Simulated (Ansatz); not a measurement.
# Abstraction of Cl: GeH(GeH3)Cl2 + C2H5AlCl → GeH(GeH3)Cl + C2H5AlCl2

Species: GeH(GeH3)Cl2, singlet; C2H5AlCl `C[CH2][Al][Cl]`, doublet; GeH(GeH3)Cl, doublet; C2H5AlCl2 (ethylaluminum dichloride) `C[CH2][Al]([Cl])[Cl]`, singlet. A radical takes Cl: the energy is the difference in strength between the Ge–Cl bond broken and the Al–Cl bond made.

Shapes, held fixed at every level: PBE0-D4/def2-TZVP. Flexible molecules stand in one conformer, not always the lowest. Programs: Ansatz 0.2.0. Electronic energies: no zero-point or thermal term.

```csv
level,kind,ΔE (kJ/mol),less CCSD(T)/def2-TZVPP,CPU time (sum over the molecules)
B3LYP-D4/def2-TZVPP,global hybrid,-97.4,-1.5,86 s
BHLYP-D4/def2-TZVPP,global hybrid,-99.8,-3.9,76 s
r2SCAN0-D4/def2-TZVPP,global hybrid,-99.1,-3.2,1.8 min
B2PLYP/def2-TZVPP,double hybrid,-99.7,-3.8,93 s
MP2/def2-TZVPP,perturbation theory,-92.1,+3.8,–
CCSD(T)/def2-SVP,coupled cluster or CI,-103.6,-7.7,2.2 min
CCSD/def2-SVP,coupled cluster or CI,-105.5,-9.6,–
CCSD(T)/def2-TZVPP,coupled cluster or CI,-95.9,0.0,38 min
```

The highest level, CCSD(T)/def2-TZVPP, gives ΔE = -95.9 kJ/mol; the levels span -105.5 to -92.1. The column of differences is taken from that level and isn't an error. No measured value is set beside it here. Open shells run unrestricted unless RO is named. Relativity is left out for Ge unless named. Correlated rows may include outer-core shells of Ge, which these sets cover unevenly. Times are processor times on shared x86 and Arm servers, and rough.

Chlorine transfer from germanium to aluminium is strongly exothermic at every level, so the Al–Cl bond formed is clearly stronger than the Ge–Cl bond broken. The main reason is probably bond polarity: aluminium is more electropositive than germanium, which gives the new bond a larger ionic contribution. Donation from chlorine lone pairs into the formally empty p orbital of three-coordinate aluminium can add to this. The transfer also takes aluminium from a reactive divalent radical to its preferred trivalent state, leaving the unpaired electron on germanium.

One metal–chlorine bond is exchanged for another and the number of unpaired electrons is unchanged, so much of the correlation error should cancel, consistent with the modest spread between methods. Within coupled cluster, enlarging the basis from def2-SVP to def2-TZVPP weakens the exothermicity by 7.7 kJ/mol, more than adding triples does in the smaller basis. The direction of transfer is therefore secure, but the small differences among the density functionals don't establish which is most accurate.
